**Gate leakage from a Si(110) inversion layer**

Here is today's problem. An nMOSFET on Si(110) at 300 K holds $N_{inv}=6\times10^{12}$ and $N_{dep}=4\times10^{12}$ cm$^{-2}$ under $t=1.5$ nm of SiO$_2$, with an n$^+$ poly-Si gate. Take $\epsilon_{Si}=11.7$ (compiled value, Ioffe Institute). Typical inputs are $m_l=0.916$, $m_t=0.19$, $\epsilon_{ox}=3.9$, band offset $\Phi=3.1$ eV at both interfaces and $m_{ox}=0.5$. The gate mass $m_G=0.3$ is illustrative. Masses are in $m_0$. Find lifetimes, widths and $J$. Energies count from the Si band edge at the interface, and I carry unrounded values.

**Formula.** An electron strikes the oxide once per round trip and escapes with probability $T\ll1$, so $1/\tau=fT$, $1/f=2\int dz/v_z$, $\Gamma=\hbar/\tau$. For $V=qF_wz$ the one-way time is $\sqrt{2m_zE}/qF_w$, so
$$f=\frac{qF_w}{2\sqrt{2m_zE}},\qquad J=q\sum_i N_i/\tau_i ,$$
with empty final states in the gate.

*Is this trustworthy for a ground state?* Yes. The normalised hard-wall Airy state obeys $\hbar^2\psi'(0)^2/2m_z=qF_w$. Write $\psi\simeq A\sin kz$ at the wall, with $\hbar k=\sqrt{2m_zE}$. The incident flux $A^2\hbar k/4m_z$ equals $qF_w/2\hbar k$, the same $f$.

**Valleys.** Four valleys, tilted 45° from the normal, have $m_z=2m_lm_t/(m_l+m_t)=0.315$ and density-of-states mass $m_d=\sqrt{m_t(m_l+m_t)/2}=0.324$. Two lie in the plane, with $m_z=m_t$ and $m_d=\sqrt{m_lm_t}=0.417$.

**Fields.** Gauss's law gives $F_s=q(N_{inv}+N_{dep})/\epsilon_{Si}\epsilon_0=1.55$ MV/cm, $F_{ox}=4.64$ MV/cm and $V_{ox}=0.696$ V. The electrons screen one another, so I give the well the electron-averaged slope $F_w=q(N_{dep}+N_{inv}/2)/\epsilon_{Si}\epsilon_0=1.08$ MV/cm. Using $F_s$ would raise both $E$ and $f$ by a factor 1.27.

**Levels.** $E=2.338\,(\hbar^2q^2F_w^2/2m_z)^{1/3}$ and $N=(g_vm_dk_BT_L/\pi\hbar^2)\ln[1+e^{(E_F-E)/k_BT_L}]$, spin included, with $T_L=300$ K. Fixing $N_{inv}$ puts $E_F$ 20 meV below the lowest level. The next fourfold subband holds only $3\times10^{9}$ cm$^{-2}$ and is dropped.

**Transmission.** With $U_0=\Phi-E$ and $U_t=U_0-qV_{ox}$, WKB gives $T=Pe^{-2S}$,
$$2S=\frac{4\sqrt{2m_{ox}}}{3\hbar qF_{ox}}\left(U_0^{3/2}-U_t^{3/2}\right),\qquad P=\frac{4vu_0}{v^2+u_0^2}\,\frac{4v_Gu_t}{v_G^2+u_t^2}.$$
$P$ comes from matching $\psi$ and $\psi'/m$ at both interfaces, with $v^2=2E/m_z$, $u_{0,t}^2=2U_{0,t}/m_{ox}$ and $v_G^2=2(E+qV_{ox})/m_G$.

| | fourfold | twofold |
|---|---|---|
| $E$ (meV) | 263 | 311 |
| $N$ ($10^{12}$ cm$^{-2}$) | 5.37 | 0.63 |
| $f$ ($10^{13}$ s$^{-1}$) | 5.6 | 6.6 |
| $2S$ | 17.13 | 16.97 |
| $P$ | 2.65 | 3.33 |
| $T$ ($10^{-7}$) | 0.96 | 1.43 |
| $1/\tau$ ($10^{6}$ s$^{-1}$) | 5.4 | 9.4 |
| $\tau$ (µs) | 0.19 | 0.11 |
| $\Gamma$ (neV) | 3.5 | 6.2 |
| $qN/\tau$ (A/cm$^2$) | 4.6 | 0.95 |

The model's current is $J\approx5.6$ A/cm$^2$. The twofold valleys hold 11 % of the electrons and carry 17 % of it.

*You quantised with a hard wall, yet it leaks?* The widths are neV against levels of hundreds of meV, so the states are sharp. Penetration matters more. With $\hbar\kappa_0=\sqrt{2m_{ox}U_0}$, it lowers the levels to first order by $qF_wm_{ox}/m_z\kappa_0$, or 28 and 47 meV. That cuts $e^{-2S}$ by 9 % and 15 % and moves electrons into the twofold valleys.

*On (110) no valley projects onto the zone centre. What of parallel momentum?* That is the weak point. With typical values $k_0=0.85\times2\pi/a$ and $a=0.543$ nm, a fourfold valley carries $k_0/\sqrt2$ in plane. Conserved in a parabolic oxide band, this would add 3.7 eV to the barrier. The model assumes that the amorphous interface absorbs this momentum.

*How firm is the answer?* Taking $m_{ox}=0.4$ raises the fourfold $e^{-2S}$ by a factor 6.1, so one figure is generous. Leakage through 1.5 nm SiO$_2$ near 1 V gate bias is typically about 1–10 A/cm$^2$. The model falls in that range, but this tests little, because $m_{ox}$ is usually fitted to such currents.